Q: When I peel Ge2Sb2Te5, the sheets part between two tellurium faces. This calculation opens that same plane step by step, with the atoms of each sheet held rigid. Does any point fall off a smooth curve?

Rigid opening of Ge2Sb2Te5 (P-3m1, 9-atom cell) along c between two Te faces, starting from the relaxed cell. Ansatz 0.2.0, plane-wave PAW, PBE, scalar-relativistic, no spin polarisation; cutoff 420 eV, Gamma-centred 11×11×3 k mesh, Gaussian smearing of 0.15 eV. Separation energies are free energies relative to zero opening, per area of the cut.

| opening (Å) | separation energy (mJ/m²) | traction (GPa (slope of the separation energy)) | gap on mesh (eV) |
| --- | --- | --- | --- |
| -0.3 | 7.60 | -0.6100 | 0.090 |
| 0 | 0.00 | 0.0000 | 0.137 |
| 0.25 | 2.20 | 0.1500 | 0.094 |
| 0.5 | 6.30 | 0.1700 | 0.000 |
| 0.75 | 10.50 | 0.1600 | 0.000 |
| 1 | 14.30 | 0.1400 | 0.000 |
| 1.5 | 20.50 | 0.1000 | 0.000 |
| 2 | 24.70 | 0.0700 | 0.162 |
| 3 | 29.50 | 0.0300 | 0.191 |
| 4.5 | 31.80 | 0.0100 | 0.207 |
| 6 | 32.10 | 0.0000 | 0.210 |

A: In the energy, none clearly does. The compressed row, at −0.3 Å, lies well above the simple curve I fit below, but that points to a weakness of the curve. The real break is in the gap on the mesh, which reads zero from 0.5 to 1.5 Å, although it is finite on either side. The separation energy runs through those same openings without a step.

Q: Why is the energy so smooth? I am tearing a crystal in two.

A: You are tearing it where hardly any bonding has to be undone. The tellurium atoms on both faces have essentially filled shells, so the cut leaves no half-filled orbitals that must find a new arrangement. What changes is the overlap of the two electron clouds, and their tails fade exponentially with distance. That keeps the curve low.

Its smoothness also comes from the rules of the calculation. The atoms can't shift within a sheet and no spins can appear, so nothing can switch suddenly as the gap opens. Under these rules, even a cut through strong bonds should give a smooth curve, only a much taller one. I would look for a break where atoms are free to relax into a new arrangement, or where unpaired spins can form.

Two methane molecules drawn apart are a simpler case of filled shells parting. Each is complete in itself, so their interaction fades gradually and turns into steep repulsion when they are pushed together. The likeness stops there: methane has no bands, and tellurium states mix far more readily with those of a neighbour.

Q: What curve follows from this?

A: Let $d$ be the opening. As a trial form, not a law, I let the attraction follow the orbital overlap and fade as $e^{-d/L}$, with $L$ a decay length. Repulsion between filled shells grows roughly as the square of the orbital overlap, so I let it fade as $e^{-2d/L}$. The force must vanish at $d=0$, which makes the amplitude of the attraction twice that of the repulsion. Counting the energy from the undisturbed crystal then gives the Morse curve

$$E(d)=D\left(1-2e^{-d/L}+e^{-2d/L}\right)=D\left(1-e^{-d/L}\right)^2 ,$$

where $D$ is the energy of full separation.

I fitted $D$ and $L$ to the ten rows from 0 Å upward and obtained 32.0 mJ/m² and 0.913 Å. The largest miss is 0.6 mJ/m², at 0.5 Å; that is 2 % of the plateau but 10 % of the energy at that row. The misses change sign slowly along the curve, so the assumed shape is slightly off, but no single opened row stands out. The output printed below also gives a second curve, in which attraction and repulsion have equal range.

Q: Can I use that plateau as the adhesion of my film?

A: No, it is much too low. The functional, PBE, has no term for dispersion, the long-range attraction that does most of the work of holding such sheets together. With dispersion included, I would expect a plateau several times higher. The peak traction of 0.17 GPa suffers from the same omission. So, most likely, does the starting point: without dispersion, the relaxed cell is expected to be too long across the sheets, so they begin too far apart. Smearing matters less; extrapolated to zero smearing, the plateau is 28.8 mJ/m².

The omission also shapes the tail. Take the energy still to be gained before the last row, at 6 Å. Between 1 and 3 Å it drops to 15 % of its value, whereas an attraction falling as the inverse square of the distance between the faces would leave 32 %. A real film should therefore keep pulling back over a longer opening than this table suggests.

Q: Then let us turn to the compressed row. How far off is it?

A: It was left out of the fit, because it tests the repulsive side, so the curve has to predict it. With $d=-0.3$ Å the exponential is $e^{0.3/0.913}=1.389$. The energy should then be $32.0\times(1-1.389)^2$, or about 4.8 mJ/m². The calculation gives 7.6 mJ/m², more than one and a half times as much.

That needn't be a break in the data. The curve already falls short by a tenth at 0.5 Å and by about a sixth at 0.25 Å, so a shortfall of over a third at −0.3 Å continues a trend. The assumed shape is too soft near contact.

You can see the lopsidedness without any model. Pushing the sheets together by 0.3 Å costs more than pulling them apart by 0.5 Å, which takes 6.3 mJ/m².

Q: What makes the push so expensive?

A: The cause is Pauli repulsion. When two filled shells are forced to overlap, their electrons cannot share the same states, and some are driven into states of higher energy. This cost rises faster than the attraction does, so squeezing stiffens the contact while opening softens it.

The two curves point the same way. The one with equal ranges predicts 4.4 mJ/m² for this row, and the Morse curve, whose repulsion has half the range, comes a little closer. A repulsion of still shorter range would probably close more of the distance, but one compressed row can't fix its form. If you squeezed the sheets further, I would expect the Morse curve to fall short by more.

Q: The zero gaps worry me more. Does the crystal become a metal when the sheets part slightly?

A: The table doesn't establish that. Consider first what the gap ought to do. Coupling between the sheets shifts and spreads the band edges, and it fades as the sheets separate, so the gap should change gradually and then settle. From 2 Å outward it does just that, rising from 0.162 to 0.210 eV.

Going inward from 2 Å, the pattern fails at once. A straight line through the readings at 2 and 3 Å leads to about 0.15 eV at 1.5 Å, where the table has zero. At the other end the break is milder: the readings at 0 and 0.25 Å lead to about 0.05 eV at 0.5 Å, where the table again has zero.

Q: Couldn't the coupling simply grow quickly as the sheets approach?

A: It does grow, but not at that pace. The slope of the gap is about 0.01 eV/Å between 3 and 4.5 Å and 0.03 eV/Å between 2 and 3 Å, a rise by a factor of about three. In the next half ångström it would have to be at least 0.32 eV/Å, eleven times steeper again. A gap that only narrowed as the coupling grew would also stay closed in the undisturbed crystal, where it reads 0.137 eV.

Q: So what is the cause?

A: I see two candidates, and I can't choose between them with certainty. The first is physical: a filled and an empty band may approach, overlap at a few points of the mesh, and separate again in reversed order. The second is a fault in the reading. The smearing of 0.15 eV is as wide as the gap itself, so the Fermi level can slip into a band edge, and a gap judged from that level would then read zero although one exists.

The energies offer a partial test. Smearing leaves states near the Fermi level partly filled, which lowers the free energy, and the more such states there are, the larger this lowering. A broad metallic phase should make it grow where the gap reads zero. Instead it has shrunk by 1.2 meV per cell at the first zero reading and by 2.9 meV at the last, relative to the undisturbed crystal.

That speaks against a wide overlap of bands. A small one could still hide, because the smearing term adds up states over a few tenths of an electronvolt. Since the outer edge of the zero range is so abrupt, I lean towards a faulty reading there, but that is a guess. Both causes may be at work: the gap shrinks from 0 to 0.25 Å, and also on the way inward from 6 to 2 Å, so the bands could truly meet somewhere in between. It falls on squeezing too, to 0.090 eV at −0.3 Å, so it doesn't simply follow the strength of the coupling.

Q: What would settle it?

A: The energies, at each point of the mesh, of the highest band that the electron count would fill and of the next one up. These runs do not report them. I would ask for them at 1.5 and 2 Å first, with a much narrower smearing. If the edges move gradually and stay apart at 1.5 Å, the zero there belongs to the reading; if they overlap, it belongs to the calculated bands.

The mesh should be finer too, with even divisions, since an odd one can miss band edges at the zone boundary. PBE tends to make gaps too small, so even a true overlap of its bands would not prove a metal. Spin–orbit coupling must be included before you compare with a measured gap. It is absent here, and in compounds of antimony and tellurium it can shift band edges by as much as the gaps in this table. The order of the layers matters as well: the neighbour distances suggest germanium, not antimony, beside the outer tellurium, and another order would have other gaps.

Numerical output:

```
fit of separation_energy on 10 rows (opening >= 0): coefficient of (1-(1+opening/s)*exp(-opening/s)) 31.74 +/- 0.26, s 0.665; rms 0.486, worst 0.5 -0.776, leave-one-out rms 0.612
  rows outside the fit (model, value, miss): -0.3 4.388, 7.6, -3.21
fit of separation_energy on 10 rows (opening >= 0): coefficient of (1-exp(-opening/s))**2 32 +/- 0.19, s 0.9133; rms 0.354, worst 0.5 -0.612, leave-one-out rms 0.431
  rows outside the fit (model, value, miss): -0.3 4.839, 7.6, -2.76
Models and smearing part:
   row  universal mJ/m2  its miss  Morse mJ/m2  its miss  universal traction GPa  smearing part meV/cell
  -0.3            4.388    -3.212        4.839    -2.761                 -0.3381                 -0.3468
   0.0                0         0            0         0                       0                       0
  0.25            1.753   -0.4471        1.835   -0.3649                  0.1232                  0.4656
   0.5            5.524   -0.7757        5.688   -0.6121                  0.1692                   1.221
  0.75            9.877    -0.623        10.04   -0.4606                  0.1743                   1.914
   1.0            14.08   -0.2236        14.17    -0.129                  0.1596                   2.382
   1.5            20.91    0.4127        20.82    0.3153                  0.1129                   2.879
   2.0            25.46     0.758        25.24    0.5398                 0.07094                   3.089
   3.0            29.82    0.3225        29.65    0.1515                 0.02365                   3.209
   4.5            31.46   -0.3396        31.54   -0.2583                0.003719                   3.228
   6.0            31.71   -0.3941        31.91   -0.1858               0.0005197                   3.227
Peak traction of the universal curve in GPa: 0.1756
Energy at -0.3 A over the universal prediction, ratio: 1.732
Energy at -0.3 A over the Morse prediction, ratio: 1.571
Largest universal-curve miss in the zero-gap rows in mJ/m2: 0.7757
Largest universal-curve miss in the other rows from 0 A up in mJ/m2: 0.758
Gap slope from 2 to 3 A in eV/A: 0.029
Mean slope of the gap reading from 1.5 to 2 A in eV/A: 0.324
Gap at 1.5 A on the straight line through 2 and 3 A in eV: 0.1475
Gap at 0.5 A on the straight line through 0 and 0.25 A in eV: 0.051
Plateau extrapolated to zero smearing in mJ/m2: 28.8
Plateau of the table in meV/A2: 2.004
Energy still to be gained at 3 A as a share of that at 1 A, table: 0.1461
The same share for an inverse-square tail: 0.318
```
